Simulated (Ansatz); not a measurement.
## A series in temperature on SiC

Harmonic phonon free energy (zero-point part included), entropy and heat capacity at constant volume from interpolated force constants; periodic cell, basis, potentials, k mesh and filling as listed. The results are calculated, by Ansatz 0.2.0.

Structure of every row (space group F-43m, No. 216):
```
SiC
1.0
      0.0000     2.1790     2.1790
      2.1790     0.0000     2.1790
      2.1790     2.1790     0.0000
Si C
1 1
Direct
  0.00000 0.00000 0.00000
  0.25000 0.25000 0.25000
```

Settings of every row: functional r2SCAN; dispersion none; potentials PAW; wave cutoff 500 eV; density cutoff 2000 eV; k mesh 6x6x6; k shift 0x0x0; occupations fixed; smearing width 0 eV; spin none; SCF threshold exponent -7; phonon method finite displacements; phonon supercell 2x2x2; dipole term of polar modes included.

Limits: volume not checked for rest.

| row | temperature (K) | phonon entropy (k_B/atom) | phonon free energy (meV/atom) | phonon heat capacity (k_B/atom) |
| --- | --- | --- | --- | --- |
| 1 | 150 | 0.266 | 110.19 | 0.611 |
| 2 | 200 | 0.492 | 108.57 | 0.976 |
| 3 | 250 | ? | ? | ? |
| 4 | 300 | 1.014 | 102.12 | 1.611 |
| 5 | 350 | 1.281 | 97.18 | 1.851 |
| 6 | 400 | 1.541 | 91.09 | 2.043 |
| 7 | 450 | 1.791 | 83.91 | 2.197 |
| 8 | 500 | 2.029 | 75.68 | 2.319 |

Question: what phonon entropy should row 3 give?

Worked fit of phonon entropy. Entropy rises as the heat capacity times the change of ln T, so take t = ln(T / 300 K). The shown rows have t = -0.6931, -0.4055, 0, 0.1542, 0.2877, 0.4055, 0.5108. Least squares give phonon entropy = 1.0165 + 1.6019 × t + 0.7502 × t² k_B/atom; a straight line predicts inner rows, each left out in turn, worse (root mean square 0.1 against 0.0026 k_B/atom). The rows lie off it by -0.001, 0.002, -0.002, 0.000, 0.002, 0.002, -0.001. The slope at t = 0, 1.6 k_B/atom, estimates the heat capacity at 300 K. The withheld row has t = -0.1823, so the fit gives 1.0165 + 1.6019 × (-0.1823) + 0.7502 × (-0.1823)² = 0.749 k_B/atom.

The calculation gave 0.747 k_B/atom. The fit lies 0.002 k_B/atom (0.11 % of the column's range) above it; its largest miss of a shown row is 0.002 k_B/atom.

The other values of row 3: phonon free energy 105.91 meV/atom; phonon heat capacity 1.317 k_B/atom.
